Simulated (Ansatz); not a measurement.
# A ladder of methods for PH3S (SMILES [PH3]=S)

PH3S: 5 atoms, total charge 0, spin state singlet. SMILES: `[PH3]=S`. The coordinates come from a GFN2-xTB relaxation.

Each level gives the electronic atomisation energy (eV). The values are calculated. Electronic energies at fixed atoms, without zero-point motion or spin-orbit coupling.

```tsv
level	kind	program	value (eV)	less FCI/STO-3G
HF/STO-3G	Hartree–Fock	Ansatz	9.03	-2.35
PBE/STO-3G	GGA	Ansatz	15.24	+3.86
revPBE/STO-3G	GGA	Ansatz	14.76	+3.38
r2SCAN0/STO-3G	hybrid meta-GGA	Ansatz	14.09	+2.71
HSE06/STO-3G	range-separated hybrid	Ansatz	14.49	+3.11
wB97X/STO-3G	range-separated hybrid	Ansatz	14.31	+2.93
BCCD(T)/STO-3G	coupled cluster or CI	Ansatz	11.37	-0.01
CCSD(T)/STO-3G	coupled cluster or CI	Ansatz	11.37	-0.01
FCI/STO-3G	exact in the basis	Ansatz	11.38	0.00
```

FCI/STO-3G is exact within its basis and frozen core, so for wave-function methods in that basis the difference is their error; functionals converge differently with the basis, so for them it is only a difference. The values span 9.03 to 15.24 eV. All rows use very small basis sets, so even the best lies far from the true value.

Hartree–Fock recovers only 9.03 of the 11.38 eV that full CI gives, because pairing electrons in the P–H and P–S bonds brings correlation that the separated, high-spin atoms largely lack. CCSD(T) and BCCD(T) both come within 0.01 eV of full CI, as expected for a closed-shell molecule dominated by one configuration. Their agreement also suggests that the choice between Hartree–Fock and Brueckner orbitals matters little here.

All the functionals lie above full CI, probably in part because their correlation energy comes from the density and isn't limited by the few virtual orbitals available. Among them, PBE binds most strongly. revPBE lowers the value through its stronger gradient enhancement of exchange, which favours the more inhomogeneous densities of the free atoms, and the three hybrids go lower still, in line with the usual effect of exact exchange on GGA overbinding.

The total doesn't separate the P–S bond from the P–H bonds, so it can't settle how far the former is a double bond rather than a polar single bond strengthened by back-donation from sulfur.
